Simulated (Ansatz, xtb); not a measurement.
# Redistribution: C2H3Br + SiH3(CH3) → C2H6Si + CH3Br

Species: C2H3Br `C=CBr`, singlet; SiH3(CH3) (methylsilane), singlet; C2H6Si (vinylsilane) `C=C[SiH3]`, singlet; CH3Br (bromomethane) `CBr`, singlet. The partners trade Br for SiH3; both sit on C, so the bond types are kept.

Shapes, held fixed at every level: PBE0-D4/def2-TZVP. Programs: Ansatz 0.2.0, xtb 6.7.1. The zero-point and thermal change to 298 K, harmonic and unscaled (PBE0-D4/def2-TZVP), is +2.8 kJ/mol.

```csv
level,kind,ΔH(298 K) (kJ/mol),less CCSD(T)/def2-TZVPP
GFN2-xTB,semi-empirical,+17.3,+7.2
HF/def2-SVP,Hartree–Fock,+1.7,-8.4
HF/def2-TZVPP,Hartree–Fock,+0.1,-10.0
r2SCAN-D4/def2-TZVPP,meta-GGA,+15.4,+5.3
PBE0-D4/def2-TZVPP,global hybrid,+13.0,+2.9
wB97X-V/def2-TZVPP,range-separated hybrid,+10.4,+0.3
CCSD/def2-SVP,coupled cluster or CI,+9.9,-0.2
CCSD(T)/def2-TZVPP,coupled cluster or CI,+10.1,0.0
```

The highest level, CCSD(T)/def2-TZVPP, gives ΔH(298 K) = +10.1 kJ/mol; the levels span +0.1 to +17.3. The column of differences is taken from that level and isn't an error. No measured value is set beside it here. Relativity is left out for Br unless named. Correlated rows may include outer-core shells of Br, which these sets cover unevenly.

The exchange is modestly endothermic, so bromine on the vinyl carbon and silyl on methyl is the preferred pairing in enthalpy. With the bond types kept, the balance rests on how each substituent interacts with an sp2 rather than an sp3 carbon. Bromine can donate a lone pair into the π* orbital of the vinyl group, an interaction lost in bromomethane, while silyl offers only weak π-acceptance through its Si–H σ* orbitals. This probably outweighs the inductive preference of the electropositive silyl group for the more electronegative sp2 carbon.

Because the thermal term is +2.8 kJ/mol, both Hartree–Fock rows imply a slightly exothermic electronic energy change. The electronic preference for the reactants thus appears only with correlation, which suggests that correlation between the bromine lone pairs and the π electrons matters. The closeness of CCSD/def2-SVP to CCSD(T)/def2-TZVPP doesn't show that triples are negligible, since basis and excitation level change together and their effects may cancel.
